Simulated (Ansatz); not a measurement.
# LiGa: the change of formation energy and pressure with volume per atom

Results calculated with Ansatz 0.2.0, not measured. Plane-wave density functional theory, PAW datasets, Gaussian smearing 0.05 eV: one cell in which all forces lie under 0.002 eV/angstrom; stress (xx yy zz yz xz xy) and pressure positive in compression; site moments are of spin alone; formation energy from the elements run alike, uncorrected.

Cell of the first row (space group Fd-3m, No. 227):
```
cell vectors (Å)
   0.0000     3.0344     3.0344
   3.0344     0.0000     3.0344
   3.0344     3.0344     0.0000
atoms (fractions of the cell vectors)
Li  0.00000  0.00000  0.00000
Li  0.25000  0.25000  0.25000
Ga  0.50000  0.50000  0.50000
Ga  0.75000  0.75000  0.75000
```

Settings of every row: paw set soft_2; functional PBEsol; spin treatment none; moment partition spheres; spin axis none; wave cutoff 420 eV; k mesh 8x8x8; SCF start atoms; lower state search light; symmetry use detected.

Atom first moment, atom hubbard u: 0 on all atoms.

| row | volume per atom (Å³) | formation energy (eV per atom) | pressure (GPa) | energy above relaxed cell (meV per atom) |
| --- | --- | --- | --- | --- |
| 1 | 13.97 | -0.3339 | 2.124 | 3.74 |
| 2 | 14.261 | -0.3368 | 1.000 | 0.91 |
| 3 | 14.552 | ? | ? | ? |
| 4 | 14.74 | -0.3374 | -0.577 | 0.32 |
| 5 | 14.82 | -0.337 | -0.811 | 0.66 |
| 6 | 14.843 | -0.3369 | -0.878 | 0.78 |
| 7 | 15.134 | -0.3346 | -1.672 | 3.07 |

Question: what formation energy and pressure should row 3 give?

Worked fit of formation energy. Take u = (V_r/V)^(2/3) − 1 with V_r = 14.78 Å³ an atom, which is twice the finite (Eulerian) strain; such expansions in the strain, on which the Birch-Murnaghan equation of state is built, carry the rest volume and the bulk modulus. The shown rows have u = 0.03829, 0.02412, 0.00181, -0.0018, -0.00283, -0.01566. Least squares give formation energy = −0.33723 − 0.095 × u + 4.737 × u² eV per atom; a straight line predicts inner rows, each left out in turn, worse (root mean square 0.0012 against 4.6e-05 eV per atom). All shown rows lie on it to the printed digit. The withheld row has u = 0.01042, so the fit gives −0.33723 − 0.095 × (0.01042) + 4.737 × (0.01042)² = -0.3377 eV per atom.

The calculation gave -0.3377 eV per atom. The fit meets it to the printed digit.

Worked fit of pressure. Take u = (V_r/V)^(2/3) − 1 with V_r = 14.78 Å³ an atom, which is twice the finite (Eulerian) strain; such expansions in the strain, on which the Birch-Murnaghan equation of state is built, carry the rest volume and the bulk modulus. The shown rows have u = 0.03829, 0.02412, 0.00181, -0.0018, -0.00283, -0.01566. Least squares give pressure = −0.6949 + 65.218 × u + 192.02 × u² + 717 × u³ GPa; a parabola predicts inner rows, each left out in turn, worse (root mean square 0.0054 against 0.0029 GPa). The rows lie off it by 0.000, 0.000, -0.001, 0.001, 0.000, 0.000. The pressure vanishes at u = 0.0103, or V = 14.55 Å³ an atom, and there the bulk modulus at fixed shape and fractions is B = −V dP/dV = (2/3)(1 + u) dP/du = 46.8 GPa. The withheld row has u = 0.01042, so the fit gives −0.6949 + 65.218 × (0.01042) + 192.02 × (0.01042)² + 717 × (0.01042)³ = 0.006 GPa.

The calculation gave 0.002 GPa. The fit lies 0.004 GPa (180 % of the value, 0.11 % of the column's range) above it; its largest miss of a shown row is 0.001 GPa.

The other values of row 3: energy above relaxed cell 0 meV per atom.
